**Third ionisation energies from Rb to Xe: shell steps, Hund terms and the eigenvalue gap**

The table holds ionisation energies of doubly charged ions as total-energy differences from a spherical, spin-unpolarised Dirac PBEsol atom (Quantum ESPRESSO ld1.x, low-j subshells filled first), with the highest eigenvalue, its mean radius and NIST values. The program tests whether the 4d errors equal the missing Hund ground-term energy, from the Slater integrals of Mo²⁺ scaled as 1/⟨r⟩, plus a spin-orbit correction, and compares this with a spin-only model. The rms residual is 0.37 eV with no fit (worst Tc²⁺, 0.82 eV), 0.14 eV with offset and scale, and 0.27 eV for the spin-only fit, against mostly semi-empirical references whose uncertainty is unstated for Tc to Pd. Removing the 4d splitting smooths the Mo→Tc step. The gap between ionisation energy and −ε follows 10.1 eV bohr/⟨r⟩ within 6.5 %, with a systematic drift along 4d.

Spherical all-electron M²⁺ and M³⁺ ions, computed with Quantum ESPRESSO 7.5 (ld1.x) using the Dirac equation, the PBEsol functional, no spin polarisation and a point nucleus. The ions have NIST's ground configurations, with the j = l − 1/2 level of each subshell filled first. The ionisation energy is the total energy of M³⁺ less that of M²⁺.

## Script

```python
# Table: third ionisation energies Rb2+..Xe2+ (total-energy differences), ld1.x, Dirac PBEsol, spin-unpolarised
# spherical atom, low-j first, against NIST. Tested: shell/j steps; 4d error = Hund term + spin-orbit
# (rival: spin polarisation -I M^2/4); eigenvalue gap IE+eps = c/<r> (Janak curvature).
T = {
    'ion': ['Rb2+', 'Sr2+', 'Zr2+', 'Mo2+', 'Tc2+', 'Ru2+', 'Rh2+', 'Pd2+', 'Ag2+', 'Cd2+', 'In2+', 'Sn2+', 'Sb2+', 'Te2+', 'I2+', 'Xe2+'],
    'Z': [37, 38, 40, 42, 43, 44, 45, 46, 47, 48, 49, 50, 51, 52, 53, 54],
    'N': [35, 36, 38, 40, 41, 42, 43, 44, 45, 46, 47, 48, 49, 50, 51, 52],
    'configuration': ['[Ar] 3d10 4s2 4p5', '[Ar] 3d10 4s2 4p6', '[Kr] 4d2', '[Kr] 4d4', '[Kr] 4d5', '[Kr] 4d6', '[Kr] 4d7', '[Kr] 4d8', '[Kr] 4d9', '[Kr] 4d10', '[Kr] 4d10 5s1', '[Kr] 4d10 5s2', '[Kr] 4d10 5s2 5p1', '[Kr] 4d10 5s2 5p2', '[Kr] 4d10 5s2 5p3', '[Kr] 4d10 5s2 5p4'],
    'removed': ['4p', '4p', '4d', '4d', '4d', '4d', '4d', '4d', '4d', '4d', '5s', '5s', '5p', '5p', '5p', '5p'],
    'ionisation_energy': [39.7846, 42.8384, 22.6565, 26.8053, 28.4685, 30.3717, 32.2381, 34.0756, 35.8901, 37.6861, 28.2661, 31.014, 25.0645, 27.6026, 28.7736, 31.1284],  # eV
    'minus_highest_eigenvalue': [33.38, 36.115, 17.32, 20.874, 22.288, 23.91, 25.5, 27.067, 28.614, 30.147, 23.68, 26.155, 20.639, 22.896, 23.964, 26.074],  # eV
    'highest_level_mean_radius': [1.6463, 1.5577, 1.9946, 1.7174, 1.6252, 1.5326, 1.4516, 1.38, 1.3161, 1.2587, 2.3295, 2.2083, 2.433, 2.2855, 2.2324, 2.1148],  # bohr
    'highest_level': ['4p3/2', '4p3/2', '4d3/2', '4d3/2', '4d5/2', '4d5/2', '4d5/2', '4d5/2', '4d5/2', '4d5/2', '5s1/2', '5s1/2', '5p1/2', '5p1/2', '5p3/2', '5p3/2'],
    'nist': [39.247, 42.88353, 23.17, 27.13, 29.55, 28.47, 31.06, 32.93, 34.8, 37.468, 28.04415, 30.506, 25.3235, 27.84, 29.57, 31.05],  # eV
    'nist_kind': ['semi-empirical', 'measured', 'semi-empirical', 'semi-empirical', 'semi-empirical', 'semi-empirical', 'semi-empirical', 'semi-empirical', 'semi-empirical', 'measured', 'measured', 'measured', 'measured', 'measured', 'measured', 'semi-empirical'],
    'nist_unc': [0.003, 0.00019, 0.004, 0.12, None, None, None, None, 0.3, 0.006, 0.00012, 0.003, None, 0.04, 0.025, 0.04],  # eV
    'error': [0.538, -0.0451, -0.513, -0.325, -1.08, 1.9, 1.18, 1.15, 1.09, 0.218, 0.222, 0.508, -0.259, -0.237, -0.796, 0.0784],  # eV
    'eig_over_ie': [0.839, 0.843, 0.764, 0.779, 0.783, 0.787, 0.791, 0.794, 0.797, 0.8, 0.838, 0.843, 0.823, 0.83, 0.833, 0.838],
}
import numpy as np
from scipy.constants import physical_constants as pc
Ry = pc['Rydberg constant times hc in eV'][0]
ion = T['ion']; sh = T['removed']; ix = {s[:-2]: i for i, s in enumerate(ion)}
Z, N, IE, ep, r, ref = (np.array(T[k], float) for k in ('Z', 'N', 'ionisation_energy',
    'minus_highest_eigenvalue', 'highest_level_mean_radius', 'nist'))
err = IE - ref; gap = IE - ep; c = np.sum(gap / r) / np.sum(1 / r**2); rms = lambda x: np.sqrt(np.mean(x**2))
zeff = np.array([int(s[0]) for s in sh]) * np.sqrt(IE / Ry)
print('ion level | step/dZ calc, NIST (eV) | err eV | Zeff | gap eV, gap*r eV.bohr, c/r misfit %, 1-ratio %')
for i in range(len(Z)):
    dz = Z[i] - Z[i-1]
    st = '%6.2f %6.2f' % ((IE[i]-IE[i-1])/dz, (ref[i]-ref[i-1])/dz) if i else '     -      -'
    print('%-4s %s | %s | %+.2f | %.2f | %.2f %.2f %+.1f %.1f' % (ion[i], T['highest_level'][i], st, err[i],
          zeff[i], gap[i], gap[i]*r[i], 100*(c/r[i]/gap[i]-1), 100*gap[i]/IE[i]))
print('gap fit c = %.2f eV.bohr = %.3f Ha.bohr, rms %.2f eV (rounding 0.0005 eV)' % (c, c/(2*Ry), rms(gap-c/r)))
d = [i for i in range(len(Z)) if sh[i] == '4d']; zr, cd, mo, ag = ix['Zr'], ix['Cd'], ix['Mo'], ix['Ag']
print('Zr->Cd: IE x%.2f, gap x%.2f, 1/r x%.2f; full Sr->Zr drop %.2f eV' % (IE[cd]/IE[zr], gap[cd]/gap[zr], r[zr]/r[cd], IE[zr]-IE[zr-1]))
# further outputs of the same runs (eV): Mo2+ 4d Slater integrals; 4d3/2, 4d5/2 eigenvalues of Mo2+ and Ag2+
F0, F2, F4 = 14.38284, 7.098526, 4.613549
sMo, sAg = 20.8742 - 20.62354, 29.23292 - 28.61423
print('Mo2+: F0/2 = %.2f eV, gap %.2f eV, gap/(F0/2) = %.2f' % (F0/2, gap[mo], 2*gap[mo]/F0))
print('4d slopes per Z: IE %.2f eV, Zeff %.2f (Slater rule 0.65)' % (np.polyfit(Z[d], IE[d], 1)[0], np.polyfit(Z[d], zeff[d], 1)[0]))
p = np.log(sAg/sMo) / np.log(Z[ag]/Z[mo]); zeta = sMo/2.5 * (Z[d]/Z[mo])**p
n = (N[d] - 36).astype(int)
print('4d splitting Mo %.2f, Ag %.2f eV; zeta interpolated as Z^%.1f' % (sMo, sAg, p))
print('4d steps/dZ with Zr, Mo moved to j=5/2:', np.round(np.diff(IE[d] - 2.5*zeta*(n <= 4))/np.diff(Z[d]), 2))
te = ix['Te']
for nm, y in (('calc IE', IE), ('-eps', ep), ('NIST', ref)):
    print('Te->I kink, %s: %.2f eV below mean of neighbouring steps' % (nm, 0.5*(y[te]-y[te-1]+y[te+2]-y[te+1]) - (y[te+1]-y[te])))
B = F2/49 - 5*F4/441; C = 35*F4/441; m = lambda k: min(k, 10-k)
Dn = [0, 0, -58/9*B - 7/9*C, -31/3*B - 7/3*C, -35/3*B - 14/3*C, -175/9*B - 70/9*C]  # ground term less average
L = [0, 2, 3, 3, 2, 0]
so = lambda k: -(L[m(k)]+1)/2 if 0 < k < 5 else -L[m(k)]/2  # LS ground level, units of zeta
sc = r[mo] / r[d]
term = np.array([Dn[m(k)] - Dn[m(k-1)] for k in n]) * sc
soe = np.array([(1.5 if k <= 4 else -1.0) - (so(k-1) - so(k)) for k in n]) * zeta
spin = np.array([m(k-1)**2 - m(k)**2 for k in n]) / 4 * sc
e = err[d]; s, a = np.polyfit(term, e - soe, 1); I, a2 = np.polyfit(spin, e - soe, 1)
r0 = e - soe - term; r1 = e - soe - a - s*term; r2 = e - soe - a2 - I*spin
print('Mo2+ Racah B %.3f, C %.3f eV; d5 term below average %.2f eV' % (B, C, Dn[5]))
print('ion dn | err, term, spin-orbit | residual: no fit, term fit, spin fit (eV) | NIST unc')
for j, i in enumerate(d):
    print('%-4s d%d | %+.2f %+.2f %+.2f | %+.2f %+.2f %+.2f | %s' % (ion[i], n[j], e[j], term[j], soe[j], r0[j], r1[j], r2[j], T['nist_unc'][i]))
print('rms eV: raw %.2f, no fit %.2f, term fit %.2f, spin fit %.2f (rounding 0.005)' % (rms(e), rms(r0), rms(r1), rms(r2)))
print('term fit: offset %+.2f eV, scale %.2f; spin fit: offset %+.2f eV, I(Mo) %.2f eV' % (a, s, a2, I))
print('worst rows: no fit %s, term %s, spin %s' % tuple(ion[d[np.argmax(abs(x))]] for x in (r0, r1, r2)))
print('Tc->Ru error jump %.2f eV; no-fit model %.2f eV' % (e[3]-e[2], (term+soe)[3]-(term+soe)[2]))
one = [ix[k] for k in ('Sr', 'Cd', 'In', 'Sn', 'Sb')]; rest = [i for i in range(len(Z)) if i not in one]
print('MAE eV: single-term rows %.2f (%+.2f..%+.2f), others %.2f, open 4d %.2f, all %.2f' % (np.mean(abs(err[one])),
      err[one].min(), err[one].max(), np.mean(abs(err[rest])), np.mean(abs(e[:-1])), np.mean(abs(err))))
print('total-energy fault 0.2-0.9 mHa = %.3f-%.3f eV; Sr error %.3f eV' % (4e-4*Ry, 18e-4*Ry, err[ix['Sr']]))
assert all(e[n <= 5] < 0) and all(e[n > 5] > 0)
assert ref[ix['Ru']] < ref[ix['Tc']] and all(np.diff(IE[d]) > 0)
assert all(np.diff(gap[d]) > 0) and all(abs(c/r/gap - 1) < 0.15)
assert 0.5 < s < 1.1
```

Running it gives:

```
ion level | step/dZ calc, NIST (eV) | err eV | Zeff | gap eV, gap*r eV.bohr, c/r misfit %, 1-ratio %
Rb2+ 4p3/2 |      -      - | +0.54 | 6.84 | 6.40 10.54 -4.1 16.1
Sr2+ 4p3/2 |   3.05   3.64 | -0.05 | 7.10 | 6.72 10.47 -3.5 15.7
Zr2+ 4d3/2 | -10.09  -9.86 | -0.51 | 5.16 | 5.34 10.64 -5.0 23.6
Mo2+ 4d3/2 |   2.07   1.98 | -0.32 | 5.61 | 5.93 10.19 -0.8 22.1
Tc2+ 4d5/2 |   1.66   2.42 | -1.08 | 5.79 | 6.18 10.04 +0.6 21.7
Ru2+ 4d5/2 |   1.90  -1.08 | +1.90 | 5.98 | 6.46 9.90 +2.1 21.3
Rh2+ 4d5/2 |   1.87   2.59 | +1.18 | 6.16 | 6.74 9.78 +3.4 20.9
Pd2+ 4d5/2 |   1.84   1.87 | +1.15 | 6.33 | 7.01 9.67 +4.5 20.6
Ag2+ 4d5/2 |   1.81   1.87 | +1.09 | 6.50 | 7.28 9.58 +5.6 20.3
Cd2+ 4d5/2 |   1.80   2.67 | +0.22 | 6.66 | 7.54 9.49 +6.5 20.0
In2+ 5s1/2 |  -9.42  -9.42 | +0.22 | 7.21 | 4.59 10.68 -5.4 16.2
Sn2+ 5s1/2 |   2.75   2.46 | +0.51 | 7.55 | 4.86 10.73 -5.8 15.7
Sb2+ 5p1/2 |  -5.95  -5.18 | -0.26 | 6.79 | 4.43 10.77 -6.1 17.7
Te2+ 5p1/2 |   2.54   2.52 | -0.24 | 7.12 | 4.71 10.76 -6.0 17.1
I2+  5p3/2 |   1.17   1.73 | -0.80 | 7.27 | 4.81 10.74 -5.8 16.7
Xe2+ 5p3/2 |   2.35   1.48 | +0.08 | 7.56 | 5.05 10.69 -5.4 16.2
gap fit c = 10.11 eV.bohr = 0.371 Ha.bohr, rms 0.28 eV (rounding 0.0005 eV)
Zr->Cd: IE x1.66, gap x1.41, 1/r x1.58; full Sr->Zr drop -20.18 eV
Mo2+: F0/2 = 7.19 eV, gap 5.93 eV, gap/(F0/2) = 0.82
4d slopes per Z: IE 1.87 eV, Zeff 0.18 (Slater rule 0.65)
4d splitting Mo 0.25, Ag 0.62 eV; zeta interpolated as Z^8.0
4d steps/dZ with Zr, Mo moved to j=5/2: [2.03 1.91 1.9  1.87 1.84 1.81 1.8 ]
Te->I kink, calc IE: 1.28 eV below mean of neighbouring steps
Te->I kink, -eps: 1.12 eV below mean of neighbouring steps
Te->I kink, NIST: 0.27 eV below mean of neighbouring steps
Mo2+ Racah B 0.093, C 0.366 eV; d5 term below average -4.65 eV
ion dn | err, term, spin-orbit | residual: no fit, term fit, spin fit (eV) | NIST unc
Zr2+ d2 | -0.51 -0.76 +0.07 | +0.18 -0.25 -0.47 | 0.004
Mo2+ d4 | -0.32 -0.98 +0.20 | +0.45 -0.01 +0.31 | 0.12
Tc2+ d5 | -1.08 -1.96 +0.06 | +0.82 +0.22 +0.09 | None
Ru2+ d6 | +1.90 +2.08 -0.29 | +0.11 +0.08 +0.26 | None
Rh2+ d7 | +1.18 +1.16 -0.26 | +0.28 +0.12 -0.20 | None
Pd2+ d8 | +1.15 +1.16 -0.21 | +0.20 +0.04 +0.04 | None
Ag2+ d9 | +1.09 +1.15 -0.12 | +0.06 -0.10 +0.28 | 0.3
Cd2+ d10 | +0.22 +0.00 +0.00 | +0.22 -0.10 -0.31 | 0.006
rms eV: raw 1.07, no fit 0.37, term fit 0.14, spin fit 0.27 (rounding 0.005)
term fit: offset +0.32 eV, scale 0.86; spin fit: offset +0.30 eV, I(Mo) 0.65 eV
worst rows: no fit Tc2+, term Zr2+, spin Zr2+
Tc->Ru error jump 2.98 eV; no-fit model 3.70 eV
MAE eV: single-term rows 0.25 (-0.26..+0.51), others 0.81, open 4d 1.03, all 0.63
total-energy fault 0.2-0.9 mHa = 0.005-0.024 eV; Sr error -0.045 eV
```
